**Rising quantum defects in As³⁺: polarisation, penetration or exchange-correlation surplus**

The table holds binding energies, quantum defects, eigenvalues and mean radii of one outer electron in As³⁺ 4s nl over As⁴⁺ 4s, from a spherical, spin-unpolarised Dirac Kohn-Sham atom with PW91. The program compares a linear and a Ritz form for the s, p and d defects, and tests the excess binding of 5f to 7f against core polarisation, penetration and the imperfect cancellation of self-repulsion, using hydrogenic orbitals and a crude Slater core. No single polarisability fits the f rows, and penetration is too small, about a fifth of the excess for 6f even with the run's own orbital. The runs' own change in exchange-correlation energy exceeds the self-repulsion by 82 to 87% of the excess, of which only about 0.1 eV belongs to the lone orbital and the rest appears when it overlaps the core. The parameter-free sum falls 20 to 26% below the tabulated excess, and the gap between binding energy and eigenvalue is reproduced 5 to 6% low.

Calculated values. Spherical As3+ ion, all-electron Dirac Kohn-Sham with PW91, no spin polarisation and a point nucleus (Quantum ESPRESSO ld1.x 7.5). One electron is in the outer orbital over [Ar] 3d10 4s1; total energies are compared with As3+ [Ar] 3d10 4s2 for the energy above the ground configuration and with As4+ [Ar] 3d10 4s1 for the binding energy. ε is the outer eigenvalue.

## The fit in Python

```python
# As3+ 4s nl over As4+ 4s: binding energies, quantum defects, eigenvalues, radii (ld1.x, Dirac KS, PW91, spherical, no spin).
# Tested: rise of the defects with n; f excess binding from polarisation, penetration or self-interaction.
T = {
    'outer_orbital': ['5s1/2', '6s1/2', '7s1/2', '5p1/2', '6p1/2', '4d3/2', '6d3/2', '5f5/2', '6f5/2', '7f5/2'],
    'excitation_energy': [28.138, 37.672, 42.24, 31.707, 39.298, 27.03, 41.976, 41.44, 44.253, 45.982],  # eV
    'binding_energy': [22.631, 13.097, 8.529, 19.062, 11.472, 23.739, 8.7928, 9.3287, 6.5165, 4.7871],  # eV
    'quantum_defect': [1.899, 1.923, 1.948, 1.621, 1.644, 0.9717, 1.024, 0.1693, 0.2202, 0.2565],
    'outer_eigenvalue': [-20.074, -11.665, -7.6688, -16.813, -10.171, -19.966, -7.8036, -8.0767, -5.7688, -4.2865],  # eV
    'outer_mean_radius': [3.7044, 6.3923, 9.7866, 4.1764, 7.075, 2.7721, 8.7555, 7.3994, 11.279, 15.913],  # bohr
    'eig_over_binding': [0.887, 0.891, 0.899, 0.882, 0.887, 0.841, 0.888, 0.866, 0.885, 0.895],
}
import numpy as np
from scipy.constants import physical_constants as pc, alpha
from scipy.special import eval_genlaguerre as Lag
from scipy.integrate import cumulative_trapezoid as ct, trapezoid as tz
Ry = pc['Rydberg constant times hc in eV'][0]; Ha = 2*Ry; Z = 4; pi = np.pi
o = T['outer_orbital']; n = np.array([int(x[0]) for x in o]); l = np.array(['spdf'.index(x[1]) for x in o])
B, X, Q, E, R = (np.array(T[k], float) for k in ['binding_energy', 'excitation_energy', 'quantum_defect', 'outer_eigenvalue', 'outer_mean_radius'])
ns = Z*np.sqrt(Ry/B); d = n - ns
print(f"excitation+binding {min(X+B):.3f}..{max(X+B):.3f} eV; max|delta from B - table| {max(abs(d-Q)):.4f}; floor of delta from rounding of B < {max(ns/2/B*5e-4):.4f}")
print("row n* delta step/n shift_for_24meV B-|eps|(eV) -eps/B")
for i in range(len(o)):
    st = f"{(d[i]-d[i-1])/(n[i]-n[i-1]):.4f}" if i and l[i] == l[i-1] else "  -   "
    print(f"{o[i]} {ns[i]:.4f} {d[i]:.4f} {st} {ns[i]/2/B[i]*0.024:.4f} {B[i]+E[i]:.3f} {T['eig_over_binding'][i]:.3f}")
m = l < 3; f = np.where(l == 3)[0]; s_ = np.where(l == 0)[0]
for name, g in (("linear d_l+k n*", ns), ("Ritz d_l+a/n*^2", ns**-2)):
    A = np.c_[[l[m] == j for j in range(3)] + [g[m]]].T.astype(float)
    c = np.linalg.lstsq(A, d[m], rcond=None)[0]; res = d[m] - A@c
    print(f"s,p,d {name}: d_l {c[:3].round(3)} shared coef {c[3]:.4f} rms {np.sqrt(np.mean(res**2)):.4f} worst {o[np.argmax(abs(res))]}")
    print("   residuals", res.round(4), f"s step ratio model {(g[s_[1]]-g[s_[0]])/(g[s_[2]]-g[s_[1]]):.2f}")
rs_ = (d[s_[1]]-d[s_[0]])/(d[s_[2]]-d[s_[1]]); print(f"s step ratio (5-6)/(6-7) table {rs_:.2f}; f left out (treated below)")
nf = n[f].astype(float); ex = B[f] - Z*Z*Ry/nf**2; p = np.polyfit(np.log(nf), np.log(ex), 1)[0]
print("f rows", [o[i] for i in f], "excess over 16Ry/n^2 eV", ex.round(3))
print(f"excess exponent fit {p:.2f}; stepwise", (np.diff(np.log(ex))/np.diff(np.log(nf))).round(2), "delta/n*", (d[f]/ns[f]).round(4))
print("hydrogenic Dirac shift f5/2 eV", (Ry*Z**4*alpha**2/nf**3*(1/3-0.75/nf)).round(5))
r4 = Z**4*(3*nf**2-12)/(2*nf**5*2.5*3*3.5*4*4.5)
con = np.prod([1-k*k/nf**2 for k in (1, 2, 3)], 0)/nf**3
print("excess/5f: table", (ex/ex[0]).round(3), "polarisation", (r4/r4[0]).round(3), "contact penetration", (con/con[0]).round(3), "n^-2", (25/nf**2).round(3))
print("alpha needed row by row bohr^3", (2*ex/Ha/r4).round(1))
rH = (3*nf**2-12)/(2*Z); print("<r> hydrogenic bohr", rH.round(2), "table/hydrogenic", (R[f]/rH).round(3))
r = np.linspace(0.01, 90, 60000)
def V(P): return ct(P, r, initial=0)/r + tz(P/r, r) - ct(P/r, r, initial=0)
def Exc(P):  # spin-unpolarised PW91: exchange, PW92 + H0 correlation (small H1 dropped)
    rho = P/(4*pi*r*r) + 1e-14; g = abs(np.gradient(rho, r)); kF = (3*pi*pi*rho)**(1/3)
    s = g/(2*kF*rho); t2 = pi*kF*s*s/4; rs = (3/(4*pi*rho))**(1/3); a = 0.19645*s*np.arcsinh(7.7956*s)
    F = (1+a+(0.2743-0.1508*np.exp(-100*s*s))*s*s)/(1+a+0.004*s**4)
    ec = -0.062182*(1+0.2137*rs)*np.log1p(1/(0.062182*(7.5957*rs**.5+3.5876*rs+1.6382*rs**1.5+0.49294*rs**2)))
    b = 0.066726; gm = b*b/0.18; y = b/gm/np.expm1(-ec/gm)*t2
    H = gm*np.log1p(b/gm*t2*(1+y)/(1+y+y*y))
    w = 4*pi*r*r*rho
    return np.array([tz(-3*kF/(4*pi)*F*w, r), tz((ec+H)*w, r)])*Ha
# crude core: Slater shells with mean radii of the As4+ run (further outputs): 4s, 3d, 3s3p
core = 0*r
for N, k, rm in ((1, 4, 1.675), (10, 3, 0.667), (8, 3, 0.611)):
    P = r**(2*k)*np.exp(-(2*k+1)*r/rm); core += N*P/tz(P, r)
W = 19/r - V(core); E0 = Exc(core).sum()
# Exc (hartree) of the 5f, 6f, 7f runs and of As4+, typed from the further outputs
dX = (np.array([-82.97961, -82.95467, -82.9394]) + 82.90033)*Ha
for j, i in enumerate(f):
    x = 2*Z*r/n[i]; P = (x**4*np.exp(-x/2)*Lag(n[i]-4, 7, x))**2; P /= tz(P, r)
    U = 0.5*tz(P*V(P), r)*Ha; pen = tz(P*W, r)*Ha; iso = Exc(P)
    S = lambda q: q*q*U + Exc(core+q*P).sum() - E0
    S1 = S(1.0); gap = (S(1.02)-S(0.98))/0.04 - S1; tot = pen - S1; Us = U*rH[j]/R[i]
    print(f"{o[i]} eV: U {U:.3f}; alone Ex {iso[0]:.3f} Ec {iso[1]:.3f} -(U+Exc) {-(U+iso.sum()):.3f}; on core dExc {S1-U:.3f} -(U+dExc) {-S1:.3f}")
    print(f"   penetration (crude) {pen:.3f} = {100*pen/ex[j]:.0f}% of excess; sum {tot:.3f} vs table {ex[j]:.3f}, resid {ex[j]-tot:+.3f} ({100*(ex[j]-tot)/ex[j]:+.0f}%)")
    print(f"   run dExc {dX[j]:.3f}, U at table radius {Us:.3f}, surplus {-dX[j]-Us:.3f} = {100*(-dX[j]-Us)/ex[j]:.0f}% of excess")
    print(f"   B-|eps| model {gap:.3f} table {B[i]+E[i]:.3f} error {100*(gap/(B[i]+E[i])-1):+.0f}%")
i4, i5 = o.index('4d3/2'), o.index('5s1/2')
print(f"4d-5s: binding {B[i4]-B[i5]:+.3f} eV, -eps {E[i5]-E[i4]:+.3f} eV")
assert np.ptp(X+B) < 0.003
assert all(np.all(np.diff(d[l == j]) > 0) for j in range(4))
assert -2.5 < p < -1.0
assert 0.8 < rs_ < 1.2
```

Running it gives:

```
excitation+binding 50.769..50.770 eV; max|delta from B - table| 0.0005; floor of delta from rounding of B < 0.0004
row n* delta step/n shift_for_24meV B-|eps|(eV) -eps/B
5s1/2 3.1015 1.8985   -    0.0016 2.557 0.887
6s1/2 4.0769 1.9231 0.0245 0.0037 1.432 0.891
7s1/2 5.0521 1.9479 0.0248 0.0071 0.860 0.899
5p1/2 3.3794 1.6206   -    0.0021 2.249 0.882
6p1/2 4.3561 1.6439 0.0232 0.0046 1.301 0.887
4d3/2 3.0282 0.9718   -    0.0015 3.773 0.841
6d3/2 4.9757 1.0243 0.0263 0.0068 0.989 0.888
5f5/2 4.8307 0.1693   -    0.0062 1.252 0.866
6f5/2 5.7798 0.2202 0.0509 0.0106 0.748 0.885
7f5/2 6.7435 0.2565 0.0363 0.0169 0.501 0.895
s,p,d linear d_l+k n*: d_l [1.818 1.532 0.894] shared coef 0.0259 rms 0.0008 worst 6d3/2
   residuals [ 0.0006 -0.0001 -0.0005  0.001  -0.001  -0.0011  0.0011] s step ratio model 1.00
s,p,d Ritz d_l+a/n*^2: d_l [1.973 1.684 1.053] shared coef -0.7391 rms 0.0028 worst 6s1/2
   residuals [ 0.0021 -0.0057  0.0036  0.0013 -0.0013 -0.0009  0.0009] s step ratio model 2.09
s step ratio (5-6)/(6-7) table 0.99; f left out (treated below)
f rows ['5f5/2', '6f5/2', '7f5/2'] excess over 16Ry/n^2 eV [0.621 0.47  0.344]
excess exponent fit -1.75; stepwise [-1.53 -2.01] delta/n* [0.035  0.0381 0.038 ]
hydrogenic Dirac shift f5/2 eV [0.00027 0.00018 0.00012]
excess/5f: table [1.    0.756 0.555] polarisation [1.    0.612 0.398] contact penetration [1.    0.727 0.519] n^-2 [1.    0.694 0.51 ]
alpha needed row by row bohr^3 [ 8.4 10.3 11.6]
<r> hydrogenic bohr [ 7.88 12.   16.88] table/hydrogenic [0.94  0.94  0.943]
5f5/2 eV: U 1.546; alone Ex -1.420 Ec -0.223 -(U+Exc) 0.097; on core dExc -1.960 -(U+dExc) 0.414
   penetration (crude) 0.044 = 7% of excess; sum 0.458 vs table 0.621, resid +0.163 (+26%)
   run dExc -2.157, U at table radius 1.646, surplus 0.512 = 82% of excess
   B-|eps| model 1.179 table 1.252 error -6%
6f5/2 eV: U 1.014; alone Ex -0.975 Ec -0.155 -(U+Exc) 0.116; on core dExc -1.352 -(U+dExc) 0.338
   penetration (crude) 0.030 = 6% of excess; sum 0.368 vs table 0.470, resid +0.102 (+22%)
   run dExc -1.479, U at table radius 1.078, surplus 0.400 = 85% of excess
   B-|eps| model 0.707 table 0.748 error -5%
7f5/2 eV: U 0.720; alone Ex -0.709 Ec -0.114 -(U+Exc) 0.102; on core dExc -0.975 -(U+dExc) 0.254
   penetration (crude) 0.020 = 6% of excess; sum 0.274 vs table 0.344, resid +0.070 (+20%)
   run dExc -1.063, U at table radius 0.764, surplus 0.299 = 87% of excess
   B-|eps| model 0.472 table 0.501 error -6%
4d-5s: binding +1.108 eV, -eps -0.108 eV
```
